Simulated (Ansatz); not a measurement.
Ligand exchange: C3H7FMg + C3H9AlO → C3H8MgO + C3H8AlF

Species: C3H7FMg `C[CH](C)[Mg][F]`, singlet; C3H9AlO `C[CH2][Al]([CH3])[OH]`, singlet; C3H8MgO `C[CH](C)[Mg][OH]`, singlet; C3H8AlF `C[CH2][Al]([CH3])[F]`, singlet. The partners trade F for OH: Mg–F and Al–OH bonds give way to Mg–OH and Al–F.

Shapes, held fixed at every level: PBE0-D4/def2-TZVP. Flexible molecules stand in one conformer, not always the lowest. Programs: Ansatz 0.2.0. Electronic energies: no zero-point or thermal term.

```csv
level,kind,ΔE (kJ/mol),less CCSD(T)/def2-TZVPP
HF/def2-TZVPP,Hartree–Fock,+4.9,-3.8
SPW92/def2-TZVPP,LDA,+11.0,+2.3
r2SCAN-D4/def2-TZVPP,meta-GGA,+9.7,+1.0
B3LYP-D4/def2-TZVPP,global hybrid,+10.9,+2.2
MP2/def2-SVP,perturbation theory,+11.4,+2.7
MP2/def2-TZVPP,perturbation theory,+8.5,-0.2
CCSD(T)/def2-SVP,coupled cluster or CI,+11.2,+2.5
CCSD(T)/def2-TZVPP,coupled cluster or CI,+8.7,0.0
```

The highest level, CCSD(T)/def2-TZVPP, gives ΔE = +8.7 kJ/mol; the levels span +4.9 to +11.4. The column of differences is taken from that level and isn't an error. No measured value is set beside it here. Outer-core shells of Mg are correlated in most correlated rows, in sets that cover them unevenly.

Every level puts the exchange uphill, so in these isolated monomers fluoride sits better on magnesium and hydroxide on aluminium. The preference is small, +8.7 kJ/mol at the highest level, as expected when one polar metal–ligand bond of each kind is traded for another. Simple hardness arguments would send fluoride to the more Lewis-acidic aluminium. That the balance tips the other way probably reflects the stronger donor character of hydroxide: its oxygen lone pairs lie higher than those of fluorine and can delocalise better into the formally empty Al 3p orbital, while the more ionic bonding at magnesium gains less from this.

Hartree–Fock gives the right direction but only +4.9 kJ/mol, so correlation favours the reactants. MP2 stays close to CCSD(T) in either basis, whereas going from def2-SVP to def2-TZVPP lowers both noticeably; the basis matters more here than correlation beyond second order. The ordering needn't carry over to solution or the solid, where bridging fluoride and hydroxide ligands commonly link such metal centres.
